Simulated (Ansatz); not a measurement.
## SiH4O4 (orthosilicic acid): a line through the functionals

The species is SiH4O4 (9 atoms), meant as a singlet with charge 0. SMILES: `O[Si](O)(O)O`. The shape is that of a PBE0-D4/def2-TZVP optimisation. This is one conformer, not always the lowest.

The electronic atomisation energy y, in eV, basis def2-SVP; a is the functional's share of exact exchange. Programs: Ansatz 0.2.0.

| functional | program | a | y (eV) |
| --- | --- | --- | --- |
| BLYP | Ansatz | 0 | 37.52 |
| PBE | Ansatz | 0 | 38.35 |
| B3LYP | Ansatz | 0.2 | 37.37 |
| r2SCAN0 | Ansatz | 0.25 | ? |
| PBE0 | Ansatz | 0.25 | 37.24 |
| BHLYP | Ansatz | 0.5 | 35.83 |

Problem. Fit y = c + s·a to the known rows and predict r2SCAN0.

Solution. 
1. Means of the 5 rows: a = 0.1900, y = 37.262.
2. Σ(Δa)² = 0.172, Σ(Δa·Δy) = -0.6999, so the slope is -0.6999/0.172 = -4.0692.
3. Intercept: 37.262 − (-4.0692) × 0.1900 = 38.035. The largest residual of the fit is 0.51.
4. r2SCAN0: 38.035 + (-4.0692) × 0.25 = 37.02 eV.

The run gave 36.93 eV, so the prediction is off by +0.09 eV, within the scatter of the fit. The rows mix families of semi-local functionals, which the line can't see.

Atomisation energies fall as exact exchange is mixed in: every hybrid lies below both semi-local functionals, and BHLYP binds least. Semi-local exchange holes are localised and so imitate part of the left-right correlation in the Si–O and O–H bonds, an effect largely absent in the free atoms. Exact exchange removes that imitation, and the correlation functional doesn't fully replace it, so the molecule loses more stability than its atoms do.

The cleanest evidence is the drop from PBE at 38.35 eV to PBE0 at 37.24 eV, where the semi-local ingredients stay the same. The much smaller step from BLYP to B3LYP probably reflects B3LYP's altered balance of local and gradient-corrected terms, which offsets part of the loss. The fitted slope is therefore an average sensitivity, not a property of the molecule, and the close r2SCAN0 prediction is partly fortuitous. Nor does the ordering rank the functionals by accuracy, since a small polarised basis describes the strained density of polar Si–O bonds less completely than that of the atoms.
